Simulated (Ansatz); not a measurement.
Li2FeS2: pressure and energy above lowest point against volume scale

Results calculated with Ansatz 0.2.0, not measured. Free energy against uniform scaling of the volume at fixed shape and fractions; periodic cell, basis, potentials, k mesh and filling as listed.

The cell before it is scaled or strained (space group P-3m1, No. 164):
```
CELL_PARAMETERS angstrom
3.80560 0.00000 0.00000
-1.90280 3.29570 0.00000
0.00000 0.00000 6.08490
ATOMIC_POSITIONS crystal
Li 0.33333 0.66667 0.35916
Li 0.66667 0.33333 0.64084
Fe 0.00000 0.00000 0.00000
S 0.33333 0.66667 0.77593
S 0.66667 0.33333 0.22407
```

Settings of every row: functional PBEsol; dispersion none; potentials PAW; wave cutoff 500 eV; density cutoff 2000 eV; k mesh 8x8x5; k shift 0x0x0; occupations fermi dirac; smearing width 0.1 eV; spin collinear.

Hubbard:
| element | shell | u (eV) | j (eV) |
| --- | --- | --- | --- |
| Fe | d | 2 | n/a |

Limits: coarse k mesh, up to 40 meV an atom off; state may not be the lowest; the cell comes from a prototype or a list of computed structures and needn't be the stable phase; with one magnetic atom in the cell only parallel moments are possible.

| row | volume scale | V (Å³/atom) | pressure (GPa) | energy above lowest point (meV/atom) |
| --- | --- | --- | --- | --- |
| 1 | 0.88 | 13.432 | 9.32 | 41.7 |
| 2 | 0.92 | 14.042 | 5.16 | 14.4 |
| 3 | 0.96 | 14.653 | ? | ? |
| 4 | 1 | 15.264 | -0.96 | 0 |
| 5 | 1.04 | 15.874 | -3.19 | 8 |
| 6 | 1.08 | 16.485 | -5 | 23.8 |

Question: what pressure and energy above lowest point should row 3 give?

Worked fit of pressure. Take u = (V_r/V)^(2/3) − 1 with V_r = 15.264 Å³ an atom, which is twice the finite (Eulerian) strain; such expansions in the strain, on which the Birch-Murnaghan equation of state is built, carry the rest volume and the bulk modulus. The shown rows have u = 0.08898, 0.05721, 0, -0.02579, -0.05001. Least squares give pressure = −0.969 + 93.04 × u + 252.6 × u² GPa; a straight line predicts inner rows, each left out in turn, worse (root mean square 0.54 against 0.026 GPa). The rows lie off it by 0.01, -0.02, 0.01, 0.01, -0.01. The withheld row has u = 0.02761, so the fit gives −0.969 + 93.04 × (0.02761) + 252.6 × (0.02761)² = 1.79 GPa.

The calculation gave 1.78 GPa. The fit lies 0.01 GPa (0.07 % of the column's range) above it, one unit of the last digit.

Worked fit of energy above lowest point. Take u = (V_r/V)^(2/3) − 1 with V_r = 15.264 Å³ an atom, which is twice the finite (Eulerian) strain; such expansions in the strain, on which the Birch-Murnaghan equation of state is built, carry the rest volume and the bulk modulus. The shown rows have u = 0.08898, 0.05721, 0, -0.02579, -0.05001. Least squares give energy above lowest point = −0.03 − 136.4 × u + 6802 × u² meV/atom; a straight line predicts inner rows, each left out in turn, worse (root mean square 14 against 0.049 meV/atom). All shown rows lie on it to the printed digit. The withheld row has u = 0.02761, so the fit gives −0.03 − 136.4 × (0.02761) + 6802 × (0.02761)² = 1.4 meV/atom.

The calculation gave 1.4 meV/atom. The fit meets it to the printed digit.
